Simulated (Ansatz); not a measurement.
Ionic part of the dielectric constant of BN at 30 GPa, mode by mode

The calculation used DFT LDA, scalar-relativistic, plane waves, PAW in Ansatz 0.2.0. Cutoff 420 eV, 12×12×12 k-points (Γ-centred), fixed occupations. No spin polarisation. Phonons by linear response, acoustic sum rule imposed.

Symmetry: F-43m, No. 216, cubic system. The conventional cell has a = 3.502 Å, b = 3.502 Å, c = 3.502 Å, α = 90.00°, β = 90.00°, γ = 90.00°. B (site symmetry -43m) is surrounded by 4 N at 1.52 Å. N (site symmetry -43m) is surrounded by 4 B at 1.52 Å.

The primitive cell has V = 10.74 Å³ and ε∞,zz = 4.512. Each polar mode adds Δε = (4.92064×10⁷/V)·S/ν² along z, with S its oscillator strength in e²/amu, ν in cm⁻¹ and V in Å³.

**Question.** From these modes, find each Δε and ε0,zz.
```json
{"ν (cm⁻¹)": "1157.9", "S_zz (e²/amu)": "0.5588"}
```

**Answer.**
| ν (cm⁻¹) | Δε |
| --- | --- |
| 1157.9 | 1.91 |

The sum is 1.909, so ε0,zz = 6.42; the run's tensor has 6.42.

**Question.** Where do the longitudinal modes lie for a wave vector along z?

**Answer.** At 1381 cm⁻¹. The Lyddane–Sachs–Teller product Π(ν_LO/ν_TO)² = 1.42 matches ε0/ε∞ = 1.42.

Cost: 1 run of about 0.36 core-minutes, on Intel Xeon Processor @ 2.50GHz (Skylake/Cascade Lake) (shared hosts).

The static dielectric response of BN at this pressure is mainly electronic: the lattice adds 1.91 to an ε∞ of 4.512. Zinc-blende BN has a single triply degenerate polar optical mode, so one component accounts for the whole ionic term along z, and cubic symmetry makes the response isotropic. The electronegativity difference between B and N gives the mode a sizeable dynamical charge, but the short, strongly directional sp³ bonds resist the relative displacement of the two sublattices. This stiffness, rather than the low atomic masses, limits the ionic term: the reduced mass cancels between S and ν², although it does help to place the mode at high frequency.

The same dynamical charge produces the macroscopic field that lifts the longitudinal mode to 1381 cm⁻¹, with electronic screening moderating the shift. The Lyddane–Sachs–Teller agreement confirms that the frequencies and dielectric constants are mutually consistent, not that either is accurate. With only one pressure computed, the separate effects of compression on bond stiffness and dynamical charge remain undetermined.
